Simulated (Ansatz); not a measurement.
# Al2Ni3: do energies and stresses tell the same story?

These are results of DFT PBEsol, scalar-relativistic, plane waves, PAW (Ansatz 0.2.0), not measurements.

Settings: cutoff 420 eV, Γ-centred mesh 12×12×4 on the computed 10-atom cell, Gaussian smearing of 0.10 eV; collinear spin from starting moments 0 0 0 0 0 0 0 0 0 0.18 μB.

Relaxed cell: P4/mmm, a = 2.866 Å, b = 2.866 Å, c = 13.926 Å, α = 90.00°, β = 90.00°, γ = 90.00°, 10 atoms in the primitive cell. Whether it is the stable form of this composition wasn't checked.

Energies at zero smearing and pressures from the stress tensor, at volumes with shape and atoms relaxed:
```tsv
V (Å³/atom)	E − E(first) (meV/atom)	P (GPa)
10.068	0.00	30.69
10.411	-55.02	21.04
10.754	-91.03	12.87
11.098	-110.91	5.93
11.441	-117.07	0.02
11.784	-111.57	-4.99
12.127	-96.16	-9.24
12.585	-62.76	-13.93
```

**Question.** Check P = −dE/dV between neighbouring volumes, and get the bulk modulus from the pressures alone.

**Answer.** With 1 eV/Å³ = 160.2 GPa:
```csv
middle V (Å³/atom),−ΔE/ΔV (GPa),mean P (GPa)
10.240,25.684,25.866
10.583,16.810,16.954
10.926,9.278,9.397
11.269,2.878,2.976
11.613,-2.568,-2.481
11.956,-7.193,-7.114
12.356,-11.695,-11.587
```

The two differ by 0.18 GPa at most. The mean of two end pressures misses the average over a step by about ΔV² P″/12, up to 0.13 GPa here; with that taken off 0.05 GPa remains. The stress is the derivative of the free energy, not of the energy at zero smearing, and with free energies 0.01 GPa remains. The largest site moment goes from 0.00 to 0.23 μB along the series, which bends P(V). Around V = 11.441 Å³/atom, the two neighbours give B = −V ΔP/ΔV = 11.441 × 10.91 / 0.686 = 181.9 GPa, against B0 = 180.8 GPa from the Birch–Murnaghan fit of the energies.

Only this magnetic start was tried.

The energies and stresses describe the same equation of state, and the near-zero pressure at 11.441 Å³/atom coincides with the lowest energy in the series. The mean pressure lies above the energy slope in every interval, as expected for a convex P(V) curve: compression raises the electrons' kinetic energy and the overlap repulsion ever more steeply, while expansion weakens the metallic and Ni d–Al p bonding and softens the lattice. The small residual after the corrections also suggests that Pulay stress from the finite basis is minor.

The moment that appears along the series fits itinerant magnetism. Expansion narrows the Ni d bands and can raise the density of states at the Fermi level, favouring exchange splitting, whereas hybridisation with Al works against it. The close agreement between the two bulk moduli supports the numerical consistency of the compressibility, not the accuracy of the functional, which enters both routes equally. Resistance to hydrostatic compression also says nothing about stability against shear.
